Construction and count of the 122 magnetic point groups

1. Premises and conventions

(P1) Time reversal 1' leaves positions fixed and reverses currents and magnetic moments. It acts here on classical densities, so (1')² = 1, and it commutes with every spatial operation. For g in O(3) write g' = g·1' = 1'·g.

(P2) A moment m is a time-odd axial vector: g sends m to det(g)·g m, and g' sends it to −det(g)·g m. Each operation acts on positions and moments together.

(P3) A magnetic point group M is a finite subgroup of O(3) × {1, 1'} whose spatial parts preserve a three-dimensional lattice. Two such groups count as the same when they are conjugate in O(3) × {1, 1'}, that is, when they differ only by orientation.

(P4) The finite subgroups of SO(3) are Cn, Dn, T, O and I, and two subgroups of the same type are conjugate in SO(3). A lattice rotation by θ has an integer matrix in a lattice basis, so its trace 1 + 2cos θ is an integer and its order is 1, 2, 3, 4 or 6. This leaves 11 rotation groups R: 1, 2, 3, 4, 6, 222, 32, 422, 622, 23, 432. Each of them preserves some lattice, and every lattice is also preserved by inversion.

Notation. Hermann–Mauguin symbols, a minus sign standing for the overbar (-4 is the fourfold rotoinversion). Inversion is i, and i' = i·1'. For groups, + is the union of disjoint sets and G − H the set difference. "Character" means a homomorphism χ: G → {+1, −1}. A prime in a symbol belongs to the generator that precedes it.

2. Three types

Drop all primes from M. This map π is a homomorphism by (P1); its image G is an ordinary crystallographic point group and its kernel is M ∩ {1, 1'}.

Case A, 1' ∈ M. For each g in G one of g, g' lies in M, and multiplication by 1' supplies the other. So M = G + 1'G, of order 2|G|. These are the grey groups, written G1'.

Case B, 1' ∉ M. Then π is one-to-one, and each g in G occurs in M exactly once, primed or unprimed. Put χ(g) = −1 if primed, +1 if not. Primes multiply like signs by (P1), so χ(gh) = χ(g)χ(h). If χ is trivial, M = G (colourless). Otherwise H = ker χ is a subgroup with G/H ≅ {±1}, hence of index 2, and

M = H + 1'(G − H).   (1)

These are the black-white groups. Conversely, let H have index 2 in G. The left and the right coset other than H both equal G − H, so H is normal, G/H has order 2, and χ = +1 on H, −1 on G − H is a character. The set (1) consists of the g carrying a prime when χ(g) = −1, and it is closed under products because χ is multiplicative. Every pair (G, H) therefore gives a group, isomorphic to G. The three types exhaust all cases and do not overlap.

3. How many halving subgroups

A real one-dimensional representation assigns to g a real number some power of which is 1, hence ±1. Characters and real one-dimensional irreps are the same thing. A character is fixed by its kernel, so Section 2 gives a one-to-one correspondence between subgroups of index 2 and nontrivial characters.

Let G² be the subgroup generated by all squares g².
(a) G² is normal, since h g² h⁻¹ = (h g h⁻¹)².
(b) In Q = G/G² every element satisfies a² = 1, so a = a⁻¹, and ab = (ab)⁻¹ = b⁻¹a⁻¹ = ba. An abelian group with a² = 1 throughout is a vector space over the field {0, 1}. Its dimension is r and |Q| = 2^r.
(c) χ(g²) = χ(g)² = 1, so every character is trivial on G² and descends to Q. Conversely every character of Q lifts to G.
(d) A character of Q is a free choice of sign on each of r basis elements, which gives 2^r characters, one of them trivial. Hence

number of halving subgroups = 2^r − 1,  2^r = |G|/|G²|.   (2)

4. Equivalence of pairs

Conjugation by σ or σ' (σ in O(3)) sends g to σgσ⁻¹ and keeps primes where they are, because 1' is central. The type is therefore invariant. Colourless and grey groups are conjugate exactly when their G are. Two black-white groups are conjugate exactly when one σ maps G1 onto G2 and H1 onto H2. Fix one G in each class. The black-white classes over G are then the orbits of the normaliser N(G) = {σ in O(3): σGσ⁻¹ = G} on the nontrivial characters, σ sending χ(g) to χ(σ⁻¹gσ). Elements of G itself act trivially, since χ(h⁻¹gh) = χ(g), so only operations outside G can merge two subgroups. Abstract automorphisms of G would merge too much: they permute all 7 halving subgroups of mmm, although 222, mm2 and 2/m are different groups in space.

Orbits are counted with Burnside's lemma: for a finite group A of permutations of a set, the number of orbits is (1/|A|) Σ fix(a), where fix(a) is the number of points that a leaves in place.

5. Characters of the 11 rotation groups

Squares.
Cn = ⟨c⟩: R² = ⟨c²⟩, of index 1 for odd n and 2 for even n.
Dn: the twofold axes square to 1, so again R² = ⟨c²⟩, now in a group of order 2n. Index 2 for odd n, 4 for even n.
23: every threefold rotation is a square, t = (t²)². The eight of them and the identity are 9 elements, more than half of 12, so by Lagrange R² = 23. Index 1.
432: R² contains 23 by the same argument, and all squares lie in 23 because it has index 2. Index 2.

Action of the normaliser of R in SO(3).
For 2^r = 1 or 2 there is at most one nontrivial character and nothing can move.
222: characters A, B1, B2, B3, the last three with kernels {1, 2z}, {1, 2y}, {1, 2x}. The group 432 normalises 222; its threefold axis cycles x, y, z and its 4z exchanges the x and y axes. All 6 permutations of B1, B2, B3 occur, and no more are possible.
422: characters A1, A2, B1, B2 with kernels 422, 4, 222 (axes x, y, z) and 222 (axes [110], [1-10], z). The rotation by 45° about z commutes with 4z and carries 2x to the twofold axis along [110], so it normalises 422 and exchanges B1 with B2. A2 cannot move, since its kernel is cyclic and the other two are not. The action is {1, τ}, τ = (B1 B2).
622: kernels 622, 6, 32, 32. The rotation by 30° about z exchanges the two sets of in-plane axes. The action is again {1, τ}.

Let n1 be the number of orbits on characters (trivial one included) and n2 the number of orbits on ordered pairs of characters. A permutation with f fixed characters fixes f² pairs.
222: the identity fixes 4, three transpositions fix 2 each, two 3-cycles fix 1 each. n1 = (4 + 3·2 + 2·1)/6 = 2, n2 = (16 + 3·4 + 2·1)/6 = 5.
422, 622: τ fixes 2. n1 = (4 + 2)/2 = 3, n2 = (16 + 4)/2 = 10.

R                  2^r   n1   n2
1, 3, 23            1     1    1
2, 4, 6, 32, 432    2     2    4
222                 4     2    5
422, 622            4     3   10

Sums over the 11 groups: Σ n1 = 3·1 + 5·2 + 2 + 2·3 = 21, Σ n2 = 3·1 + 5·4 + 5 + 2·10 = 48.

6. The 32 groups G

O(3) = SO(3) × {1, i} with i central and i² = 1, so Sections 2 to 4 hold with i in place of 1'. Every G is R × {1, i} (centrosymmetric), or R twisted by a character χp, meaning that ρ is replaced by iρ whenever χp(ρ) = −1. Trivial χp gives R itself. The centrosymmetric classes number 11 and the twisted ones Σ n1 = 21, of which 11 are the R and 10 are nontrivial twists: m, -4, -6, 3m, -43m from 2, 4, 6, 32, 432; mm2 from 222; 4mm (χp = A2) and -42m (B1 or B2) from 422; 6mm and -6m2 from 622. Total 11 + 21 = 32. This fixes 32 colourless and 32 grey magnetic groups.

7. The 58 black-white groups

Centrosymmetric G = R × {1, i}. G² = R², so r rises by one. A character is a character of R together with a free sign on i (labels g and u). R = G ∩ SO(3), so N(G) = N(R) × {1, i}, which moves the R part and leaves the sign on i alone. There are 2·n1 orbits, and 2·n1 − 1 without the trivial character. The sum is 2·21 − 11 = 31. Of these, Σ(n1 − 1) = 10 are of g type and contain i, while Σ n1 = 21 are of u type and contain i'.

Non-centrosymmetric G. It is isomorphic to R, so a black-white group over it is R with an ordered pair (χp, χt), χp placing inversions and χt ≠ 1 placing primes. Conjugation acts on both characters at once. The orbits of all pairs number n2, and those with trivial χt number n1. The sum is 48 − 21 = 27.

Black-white classes: 31 + 27 = 58. Total: 32 + 32 + 58 = 122.

To split the 27 among individual G, fix χp and let only its stabiliser act on χt. For mm2 (χp = B1) the stabiliser still exchanges B2 and B3, which leaves 2 classes from 3 subgroups. For 4mm and 6mm (χp = A2) τ survives, 2 from 3. For -42m and -6m2 (χp = B1) τ is lost, 3 from 3. The list gives G, then [halving subgroups, classes], then the groups with H in parentheses.

1, 3, 23 [0, 0]
-1 [1, 1] -1'(1)
2, m [1, 1 each] 2'(1); m'(1)
2/m [3, 3] 2'/m(m), 2/m'(2), 2'/m'(-1)
222 [3, 1] 2'2'2(2)
mm2 [3, 2] m'm2'(m), m'm'2(2)
mmm [7, 3] m'mm(mm2), m'm'm(2/m), m'm'm'(222)
4, -4 [1, 1 each] 4'(2); -4'(2)
4/m [3, 3] 4'/m(2/m), 4/m'(4), 4'/m'(-4)
422 [3, 2] 4'22'(222), 42'2'(4)
4mm [3, 2] 4'm'm(mm2), 4m'm'(4)
-42m [3, 3] -4'2'm(mm2), -4'2m'(222), -42'm'(-4)
4/mmm [7, 5] 4/m'mm(4mm), 4'/mm'm(mmm), 4'/m'm'm(-42m), 4/mm'm'(4/m), 4/m'm'm'(422)
-3, 32, 3m [1, 1 each] -3'(3); 32'(3); 3m'(3)
-3m [3, 3] -3'm(3m), -3'm'(32), -3m'(-3)
6, -6 [1, 1 each] 6'(3); -6'(3)
6/m [3, 3] 6'/m(-6), 6/m'(6), 6'/m'(-3)
622 [3, 2] 6'2'2(32), 62'2'(6)
6mm [3, 2] 6'm'm(3m), 6m'm'(6)
-6m2 [3, 3] -6'm'2(32), -6'm2'(3m), -6m'2'(-6)
6/mmm [7, 5] 6/m'mm(6mm), 6'/mm'm(-6m2), 6'/m'm'm(-3m), 6/mm'm'(6/m), 6/m'm'm'(622)
m-3, 432, -43m [1, 1 each] m'-3'(23); 4'32'(23); -4'3m'(23)
m-3m [3, 3] m'-3'm(-43m), m-3m'(m-3), m'-3'm'(432)

By system, triclinic to cubic, the classes add to 1 + 5 + 6 + 17 + 6 + 17 + 6 = 58 and the subgroups to 1 + 5 + 13 + 21 + 6 + 21 + 6 = 73. The normalisers remove 73 − 58 = 15, all in the nine groups 222, mm2, mmm, 422, 4mm, 4/mmm, 622, 6mm, 6/mmm. Within each line the H belong to different classes, so the pair of class symbols (G, H) names the magnetic group uniquely.

Recount with i and 1' on the same footing. M lies in SO(3) × V with V = {1, i, 1', i'} central. Let R be its image in SO(3) and W = M ∩ V. The elements of V attached to a given ρ form a coset of W, which defines a homomorphism R → V/W, and conversely (R, W, homomorphism) rebuilds M. W = V gives 1 class. Each of the three W of order 2 gives n1 classes. W = {1} needs a pair of characters and gives n2. Per R the number is 1 + 3·n1 + n2, which is 5, 11, 12 and 20 for the four rows of the table in Section 5, and 3·5 + 5·11 + 12 + 2·20 = 122.

8. Range of validity

(a) Equations (1) and (2) hold for any finite G, molecular groups included. The numbers 32, 58 and 122 need three dimensions and the lattice condition. Without it the list is infinite.
(b) The count depends on (P3). The 45° and 30° rotations are not symmetries of the tetragonal and hexagonal lattices. Two halving subgroups merged by τ are one class, yet they are distinguishable orientations in a given crystal, and a classification that keeps the lattice basis (conjugacy by integer matrices) separates them.
(c) For a crystal, M follows from the magnetic space group by deleting translations. If a pure translation combined with 1' is a symmetry, M contains 1' and is grey although the crystal is magnetically ordered.
(d) G is the spatial image of M and need not be the point group G0 of the paramagnetic crystal, whose magnetic point group is G0 1'. For order that keeps the unit cell, G = G0 holds when the moment pattern spans a one-dimensional real irrep χ of G0; then H = ker χ. A pattern from an irrep of higher dimension gives a G smaller than G0 unless G0 maps that pattern onto ± itself, which irreducibility forbids.
(e) On states of half-integer spin time reversal is antiunitary with square −1. Level degeneracies then need double groups and corepresentations. The classification of M as a symmetry of the charge and moment densities is unaffected.
(f) (P2) ties spin rotations to spatial ones, as spin–orbit coupling does. When that coupling is neglected the symmetry is a larger spin group. Colour groups with more than two colours replace {±1} by a larger permutation group and have their own counts.
(g) Symmetry tells which tensor components may be nonzero. It gives no magnitudes.

9. Illustration: 4/mmm and rutile-type MnF2

Halving subgroups. G = 422 × {1, i}, order 16. Every element except ±90° rotations and rotoinversions squares to 1, and those four square to 2z. So G² = {1, 2z}, 2^r = 16/2 = 8, r = 3, and (2) gives 7 halving subgroups. A character is a choice of signs on the generators 4z, 2x, i. The rest follow from 2d = 4z·2x (d = [110]), mz = i·2z, mx = i·2x, md = i·2d, with χ(2z) = +1 always. τ fixes A2g, A1u, A2u and exchanges B1g with B2g and B1u with B2u, so Burnside gives (7 + 3)/2 = 5 classes.

Allowed time-odd tensors. If g acts on a time-odd tensor by T(g), then g' acts by −T(g), so M acts by χ(g)T(g) and the number of independent components is

n = (1/|G|) Σ χ(g) tr T(g).   (3)

Take the magnetisation Mi (even under i), the linear magnetoelectric tensor in Mi = αij Ej (odd under i) and the piezomagnetic tensor in Mi = Λijk σjk, symmetric in jk (even under i). The sum (3) vanishes unless χ(i) equals the parity of the tensor, and then it reduces to an average over 422. The classes are 1, 4z, 2z, 2x, 2d, of sizes 1, 2, 1, 2, 2. A vector has traces 3, 1, −1, −1, −1. A symmetric second-rank tensor has [(tr g)² + tr g²]/2 = 6, 0, 2, 2, 2. Products give 9, 1, 1, 1, 1 for α and 18, 0, −2, −2, −2 for Λ. For B1g, n(Λ) = (18 + 0 − 2 − 4 + 4)/8 = 2.

χ     4z 2x 2d  i  mz mx md   H            M           n(M) n(α) n(Λ)
A1g   +  +  +  +   +  +  +   4/mmm        4/mmm        0    0    1
A2g   +  −  −  +   +  −  −   4/m          4/mm'm'      1    0    3
B1g   −  +  −  +   +  +  −   mmm (x,y,z)  4'/mmm'      0    0    2
B2g   −  −  +  +   +  −  +   mmm (d,z)    4'/mm'm      0    0    2
A1u   +  +  +  −   −  −  −   422          4/m'm'm'     0    2    0
A2u   +  −  −  −   −  +  +   4mm          4/m'mm       0    1    0
B1u   −  +  −  −   −  −  +   -42m         4'/m'm'm     0    1    0
B2u   −  −  +  −   −  +  −   -4m2         4'/m'mm'     0    1    0

In the grey group 4/mmm1', which describes paramagnetic MnF2 and nonmagnetic rutile TiO2, g and g' cancel in the average and all three numbers vanish. Time-even tensors see only G. The elastic tensor has traces 21, 1, 5, 5, 5 and (21 + 2 + 5 + 10 + 10)/8 = 6 constants in every group of the table and in the grey group.

Structure taken as input. Space group P4₂/mnm, Mn at (0,0,0) and (½,½,½), F at ±(u,u,0) and (½±u, ½∓u, ½). Below a Néel temperature of approximately 67 K the two Mn moments point along +c and −c, with no enlargement of the cell. The operations with rotation parts 1, 2z, 2d, the twofold axis along [1-10], and their products with i have no fractional translation and keep each Mn sublattice. The other eight carry (½,½,½) and exchange the sublattices, for example (x,y,z) → (½−y, ½+x, ½+z) for 4z.

The point group is not grey. A primed translation (½,½,½) would map the Mn moments onto themselves, but it sends F at (u,u,0) to (½+u, ½+u, ½), which differs from the F sites of that layer by 2u along one cell edge, or 1 − 2u modulo the lattice. With approximate inputs u ≈ 0.305 and a ≈ 4.87 Å, 1 − 2u = 0.39 and the image lies about 1.9 Å from the nearest F site in its layer. The translation is far from a symmetry and case (c) of Section 8 does not arise.

Character of the order. Let Lz = m1z − m2z. An operation multiplies it by s(g)·det(g)·gzz, with s = −1 for exchange of sublattices and det(g)·gzz the factor for an axial z component by (P2).
4z: s = −1, axial factor +1, product −1.
2x: s = −1, axial factor −1, product +1.
2d: s = +1, axial factor −1, product −1.
i: s = +1, axial factor +1, product +1.
These are the signs of B1g. An operation with product −1 becomes a symmetry once primed, so H = mmm with axes x, y, z and M = 4'/mmm' (magnetic space group P4₂'/mnm'), in the class listed as 4'/mm'm in Section 7. Parallel moments along c would drop s and give the axial factor alone, A2g and 4/mm'm', the only group of the table that allows a magnetisation.

The second mmm also has a role. The sign s alone is B2g, with the diagonal mmm as kernel, and B1g = B2g × A2g. Without spin–orbit coupling an exchanging operation maps up-spin bands onto down-spin bands, so Δ(k) = E↑(k) − E↓(k) obeys Δ(gk) = s(g)Δ(k). It vanishes on the planes kx = 0 and ky = 0, and its lowest allowed term is proportional to kx ky. The two subgroups merged by τ are thus physically distinct in this crystal, as stated in (b) of Section 8.

Piezomagnetic form. The unprimed 2x, 2y, 2z allow only Mx = Λ1 σyz, My = Λ2 σxz, Mz = Λ3 σxy (the factor 2 from jk and kj absorbed). Under 4z, (x, y) → (−y, x), the new components are σ̃xz = −σyz, σ̃xy = −σxy, and with the prime M̃y = −Mx, M̃z = −Mz. Then M̃y = −Λ1 σyz = Λ1 σ̃xz, so Λ2 = Λ1, and M̃z = −Λ3 σxy = Λ3 σ̃xy holds for any Λ3. Two constants remain, as (3) gave.

Domains. The grey group has order 32 and M has order 16, so the ordered phase has 32/16 = 2 domain states, +Lz and −Lz, related by 1'. Both have M = 4'/mmm', no spontaneous magnetisation and no linear magnetoelectric effect. Λ1 and Λ3 change sign from one to the other, so the piezomagnetic moment of a crystal is proportional to the difference of the two domain volumes.